**Question.** These are levels of Sm⁵⁺ from a relativistic CI calculation, all of the configuration 4f⁴5s²5p⁵ and 73 000 to 79 000 cm⁻¹ above the 4f³5s²5p⁶ ground level.

Sm5+ levels from radial Dirac CI 1: CI on Dirac orbitals from exchange-only KLI potentials, optimised for each configuration, closed core [Kr] 4d10, with Breit and model QED terms, valence Slater integrals scaled by 0.85 and a P86 correlation estimate. Energies are relative to 4f3 5s2 5p6 4Io J = 9/2; lifetimes count E1, M1 and E2 decay within the configurations included.

```tsv
level configuration	level term	J	level energy (cm⁻¹)	weight of the leading LS term (%)	weight of the leading jj term (%)	level radiative lifetime (s)
4f4 5s2 5p5	6Fo	7/2	72954.9	55	38	1.873
4f4 5s2 5p5	4Ko	15/2	73545.9	30	44	0.09466
4f4 5s2 5p5	6Fo	3/2	74036.5	61	36	0.4655
4f4 5s2 5p5	6Fo	9/2	74982.0	64	39	0.9034
4f4 5s2 5p5	6Fo	5/2	76151.9	42	48	0.2992
4f4 5s2 5p5	6Go	11/2	76369.4	44	52	0.04542
4f4 5s2 5p5	6Go	13/2	76766.4	88	45	0.3376
4f4 5s2 5p5	6Po	7/2	76770.0	82	54	2.010
4f4 5s2 5p5	6Fo	11/2	77542.6	27	45	0.04471
4f4 5s2 5p5	6Go	9/2	77874.7	63	43	0.2034
4f4 5s2 5p5	6Go	7/2	78602.1	49	41	0.09069
4f4 5s2 5p5	6Fo	11/2	79040.5	51	44	0.1280
4f4 5s2 5p5	6Do	7/2	79358.3	42	48	0.1916
```

A level this high with a strong electric dipole decay would live for about a nanosecond, but these live between 0.045 and 2 s. The ⁶G$_{13/2}$ and ⁶P$_{7/2}$ levels are 3.6 cm⁻¹ apart, yet one lives six times longer than the other. Can such lifetimes be estimated on paper, and how far could the estimate be trusted?

**Answer.** The order of magnitude follows from selection rules and two rate formulas. The spread from level to level can be followed only in part.

In the table, $J$ is the total angular momentum, "o" marks odd parity, and the two weights give the share of the level's wavefunction in its largest LS term (called $w$ below, as a fraction) and in its largest jj term. The lifetime $\tau$ is the inverse of the summed E1, M1 and E2 rates to lower levels of the configurations included in the calculation.

**Why seconds**

Each of these levels has one electron lifted from 5p into 4f. Both orbitals are odd, so 4f⁴5p⁵ has the parity of 4f³5p⁶ and the electric dipole (E1) decay back is forbidden. An E1 step to the even configuration 4f²5p⁶5d would have to move two electrons, which a one-electron operator does only through configuration mixing. Lifetimes of 0.045 s and longer show that no row has a strong E1 channel.

A weak one is not excluded: at rates this low a slight admixture could matter if even levels lie below these rows, and the data at hand show neither where the 4f²5p⁶5d levels lie nor how the rates divide among E1, M1 and E2. The estimate below leaves E1 out and considers the two other slow channels. In electric quadrupole (E2) decay a 4f electron drops into the 5p hole ($\Delta l = 2$, $\Delta J \le 2$) and releases most of the level energy. Magnetic dipole (M1) decay only reorients $L$ and $S$ ($\Delta J \le 1$) and leaves the orbitals alone, so it leads mainly to lower levels of the same configuration. With $\sigma$ the photon wavenumber in cm⁻¹, $S_{\rm line}$ the line strength (in $\mu_B^2$ for M1, $e^2a_0^4$ for E2) and $g = 2J+1$ for the upper level,

$$A_{M1} = 2.70\times10^{-11}\,\sigma^3\,\frac{S_{\rm line}}{g}\ \text{s}^{-1},\qquad A_{E2} = 1.12\times10^{-22}\,\sigma^5\,\frac{S_{\rm line}}{g}\ \text{s}^{-1}.$$

**The M1 scale**

For a step $J \to J-1$ inside a pure LS term, angular momentum algebra gives

$$S_{\rm line} = \frac{[J^2-(L-S)^2]\,[(L+S+1)^2-J^2]}{4J}.$$

The same calculation supplies a clean case, the line ⁴I$_{11/2}\to{}$⁴I$_{9/2}$ of 4f³, with $L=6$, $S=3/2$ and $\sigma = 3005$ cm⁻¹. Then $S_{\rm line} = (30.25-20.25)(72.25-30.25)/22 = 19.09$, $S_{\rm line}/g = 1.59$, and $A = 1.165$ s⁻¹, which is 3.5 % above the computed 1.125 s⁻¹. The next two ⁴I lines come out 2.3 and 1.5 % above the computed rates. The calculation uses the same M1 operator, so this agreement only reflects that ⁴I is nearly pure LS. It does fix the number worth remembering: a full-strength M1 line across 3000 cm⁻¹ has $S_{\rm line}/g$ between 1 and 2 and a rate near 1 s⁻¹.

This scale rules out M1 decay between the rows as the main channel for five levels. The first three rows have no lower row within $\Delta J \le 1$. The two fastest, ⁶G$_{11/2}$ and the lower ⁶F$_{11/2}$, decay at 22 s⁻¹, which over their widest allowed gaps would take $S_{\rm line}/g$ of about 310 and 49. For the other eight rows the value needed on the widest gap alone runs from 0.33 to 4.9, so size alone does not exclude M1 steps within this group of levels. Most of these steps join different terms and get their strength only through mixing, so how much they carry is not shown here.

**The E2 scale**

At $\sigma = 76\,500$ cm⁻¹, near the middle of the table, the formula gives $293\,S_{\rm line}/g$ per second. The angular factor is $|\langle f\|C^{2}\|p\rangle|^2 = 9/5$. A single f electron above an empty p shell has two spin directions and 14 states, hence $S_{\rm line}/g = 2\cdot(9/5)R^2/14 = (9/35)R^2$ with $R = \langle 5p|r^2|4f\rangle$. Here four electrons can jump and one of six p places is free, so the configuration average is $293\times 4\times\frac16\times\frac{9}{35}R^2 = 50\,R^2$ s⁻¹. The Cauchy–Schwarz inequality bounds $R^2$ by $\langle r^4\rangle_{4f}$, which the calculation gives as 1.33 bohr⁴ for the 4f orbital of the ground configuration. The average rate is then at most about 67 s⁻¹. A single level may exceed an average, and landing on excited 4f³ levels lowers it (by a factor 0.32 for ⁴F$_{3/2}$ at 15 757 cm⁻¹), so this is an order of magnitude only. Rates of 0.5 to 22 s⁻¹ fit beneath it.

**Spin and the rule**

Three f electrons make at most a quartet, and the E2 operator does not act on spin. A pure sextet of 4f⁴5p⁵ therefore cannot decay to 4f³5p⁶, and only its quartet and doublet admixture radiates. The table shows much mixing: $w$ lies between 27 and 64 % except for ⁶G$_{13/2}$ (88 %) and ⁶P$_{7/2}$ (82 %), the jj weights stay between 36 and 54 %, and the levels labelled ⁶F rise in the order $J = 7/2, 3/2, 9/2, 5/2, 11/2, 11/2$, which is no Landé multiplet. The standard cause is the strong spin-orbit coupling of a 5p hole, which competes with the 4f–5p Coulomb interaction; these numbers do not test its size. The non-sextet share of a level is at most $1-w$, since the remainder also holds other sextets. Taking the share proportional to that bound gives

$$\frac1\tau = A_0\,(1-w)\left(\frac{\sigma}{76\,500}\right)^5,$$

with $\sigma$ set to the level energy. The single constant, fitted as a geometric mean over the 12 sextet rows, is $A_0 = 9.1$ s⁻¹, so $\tau \approx 0.11\ \text{s}/(1-w)$ near the middle of the table. The analysis printed after this answer lists every row.

For ⁶G$_{9/2}$, $\sigma/76\,500 = 77\,874.7/76\,500 = 1.018$, whose fifth power is 1.093. With $1-w = 0.37$ the rate is $9.1\times0.37\times1.093 = 3.7$ s⁻¹ and $\tau = 0.27$ s. The table has 0.203 s, a quarter below the estimate.

For the lowest row, ⁶F$_{7/2}$, the energy factor is 0.789 and $1-w = 0.45$, so the rate is 3.2 s⁻¹ and $\tau = 0.31$ s. The table has 1.873 s, 6.1 times the estimate and the worst miss among the sextets. Part of such a miss is built in: if the other 45 % of this level is largely sextet as well, $1-w$ overstates the radiating share. That reading is a guess.

Both rows entered the fit. The quartet ⁴K$_{15/2}$ did not, because $1-w$ does not measure spin mixing there. Replacing $1-w$ by 1, its largest possible value, gives 0.133 s against 0.095 s in the table.

**How good it is**

Over the sextets the rule misses by a typical (rms) factor of 2.6, or 2.9 when each row is predicted from the other eleven. The yardstick is a constant rate of 3.7 s⁻¹, a lifetime of $1/3.7 = 0.27$ s, which misses by a factor of 3.4 (3.8 with each row held out) and needs no weight at all. Both place 5 of 12 rows within a factor of two. The link between impurity and rate does show in the numbers (rank correlation 0.71), but the gain is modest, and $w$ itself has to come from a calculation or an analysed spectrum. Rounding of the weights moves the estimate by 4.2 % at most and plays no part in the misses. The energy factor changes by only 1.52 across the table against a 45-fold spread in $\tau$. The close pair in the question defeats the rule, which gives 0.896 s for ⁶G$_{13/2}$ and 0.597 s for ⁶P$_{7/2}$, the reverse of the order in the table (0.338 and 2.010 s). Which of the two lies lower in energy is not settled either, since 3.6 cm⁻¹ is far below the accuracy of the method.

The misses follow $J$: all four sextets with $J \ge 11/2$ decay faster than the rule says. Separate constants, 25 s⁻¹ for $J\ge 11/2$ and 5.6 s⁻¹ below, cut the typical factor to 1.9 (2.2 with each row held out). They bring ⁶G$_{13/2}$ to 0.33 s against 0.338 s and ⁶P$_{7/2}$ to 0.98 s against 2.010 s, while ⁶G$_{9/2}$ gets worse, at 0.445 s. The split was read off the residuals of these same rows. On its own, with two constant rates and no weight or energy factor, it misses by 2.7 (3.2 held out), about as much as the one-constant rule, so $J$ and $w$ carry similar shares of the gain. A possible reason is that $J = 11/2$ and $13/2$ can reach all four levels of the ground term ⁴I by E2, and so use the largest photon energies. Counting alone fails among the lower $J$, where ⁶F$_{3/2}$ reaches no ⁴I level and still decays about twice as fast as ⁶F$_{9/2}$, which reaches three.

**Where it stops**

The fit does not prove that E2 dominates, and $A_0$, being fitted to total rates, absorbs whatever M1 decay, or weak E1 decay through mixing, adds. Hund's rules put ⁵I lowest in 4f⁴, and with a p hole it yields ⁶H, ⁶I and ⁶K. None of these leads a row, which argues that levels of the same configuration lie below. M1 decay to them would reach the fastest rate with a gap of about 9400 cm⁻¹ at $S_{\rm line}/g = 1$. M1 between different terms also needs mixing, so it too would grow with $1-w$. The power of $\sigma$ does not help to decide: with the level energy as $\sigma$, a cube fits about as well as the fifth power (factor 2.7 against 2.6), and the smaller gaps that M1 photons would cross inside the configuration are not all in the data.

The channel matters for the step from this calculation to the real ion. Levels whose count of f electrons differs from that of the ground level can be misplaced here by several ten thousand cm⁻¹; for comparison, the computed ionisation energy of 90.7 eV exceeds the tabulated 87 eV (given to two figures only) by about 30 000 cm⁻¹. A shift of that size up or down would multiply E2 rates by 5.2 or 0.083, while M1 rates within the configuration would not feel a common shift. The calculation also optimises the orbitals for each configuration and neglects the overlaps between these sets, which adds an error of unknown size to E2 rates between configurations. The rule thus estimates the calculation's lifetimes, which count only decays inside the configurations it includes.

For a neighbouring ion the steps carry over and $A_0$ does not. At higher charge with the same electron count, 4f is stabilised against 5p, the configuration gap shrinks and E2 falls as its fifth power, while spin-orbit splittings grow and speed up M1, so theory points to M1 setting the lifetime. Once a lower level of opposite parity is one electron jump away, E1 takes over and none of this applies.

Printed output of the fit:

```
M1: A = 2.697e-11 s^3 S/g; E2: A = 1.120e-22 s^5 S/g (1/s, s in cm-1); E2 at 76500: 293 S/g
4f3 4I J=5.5: s 3005, S 19.09, S/g 1.59, hand 1.165, run 1.125 1/s, +3.5 %
4f3 4I J=6.5: s 3103, S 25.38, S/g 1.81, hand 1.462, run 1.429 1/s, +2.3 %
4f3 4I J=7.5: s 3137, S 19.20, S/g 1.20, hand 0.999, run 0.984 1/s, +1.5 %
E2 configuration average: 50 R^2 1/s; upper estimate with R^2 = <r^4> = 1.33: 67 1/s
block width 6403.4 cm-1; tau 0.0447-2.010 s, ratio 45.0, median 0.203 s
LS weight 27-88 %, jj weight 36-54 %; closest pair 3.6 cm-1
(Emax/Emin)^5 = 1.52, ^3 = 1.29
12 sextets: A0 (1/s; J>=11/2 first) | rms factor | leave-one-out | worst | within factor 2
constant rate        3.7        | 3.40 | 3.80 | 7.5 | 5
A0(1-w)E^3           9.2        | 2.71 | 2.96 | 6.7 | 5
A0(1-w)E^5           9.1        | 2.63 | 2.87 | 6.1 | 5
constant, J split    10.3 2.2   | 2.68 | 3.24 | 5.0 | 3
A0(1-w)E^5, J split  24.7 5.6   | 1.94 | 2.17 | 3.7 | 8
1/A0 = 0.109 s; A0 ratio high J / low J = 4.4; A0 / E2 upper estimate = 0.14
rate against 1-w: rank correlation 0.71 (p = 0.01); free exponent of 1-w 1.29
level, rate 1/s, tau s, rule tau, table/rule, split tau, table/split, 4I levels in E2 reach, M1 S/g needed
6Fo 7/2   0.53 1.873 0.308 6.08 0.507 3.70 2 no partner in block
4Ko 15/2 10.56 0.095 0.190 0.50 0.070 1.34 3 no partner in block (not fitted)
6Fo 3/2   2.15 0.466 0.330 1.41 0.543 0.86 0 no partner in block
6Fo 9/2   1.11 0.903 0.336 2.69 0.552 1.64 3 4.9 (gap 2027)
6Fo 5/2   3.34 0.299 0.193 1.55 0.317 0.94 1 3.8 (gap 3197)
6Go 11/2 22.02 0.045 0.197 0.23 0.073 0.62 4 3.1e+02 (gap 1387)
6Go 13/2  2.96 0.338 0.896 0.38 0.331 1.02 4 3.3 (gap 3220)
6Po 7/2   0.50 2.010 0.597 3.37 0.982 2.05 2 0.33 (gap 3815)
6Fo 11/2 22.37 0.045 0.140 0.32 0.052 0.86 4 49 (gap 2561)
6Go 9/2   4.92 0.203 0.270 0.75 0.445 0.46 3 1.5 (gap 4920)
6Go 7/2  11.03 0.091 0.187 0.48 0.308 0.29 2 2.3 (gap 5647)
6Fo 11/2  7.81 0.128 0.190 0.68 0.070 1.83 4 4.3 (gap 4058)
6Do 7/2   5.22 0.192 0.157 1.22 0.258 0.74 2 0.74 (gap 6403)
worked 6Go 9/2: 1-w 0.37, (E/76500)^5 1.093, rate 3.70 1/s, tau 0.270 s, table 0.203 s
worked 6Fo 7/2: 1-w 0.45, (E/76500)^5 0.789, rate 3.24 1/s, tau 0.308 s, table 1.873 s
quartet row with factor 1 for 1-w: tau 0.133 s, table 0.095 s
weight rounding (0.5 point) moves the rule by 0.7 to 4.2 %
M1 gap giving the fastest rate 22.4 1/s at S/g = 1: 9395 cm-1; slowest: 2642 cm-1
ionisation energy off by 30047 cm-1; block shift +/-30000 scales E^5 by 5.2 / 0.083
landing on 4F3/2 (15757 cm-1, same run) scales E^5 by 0.32
```
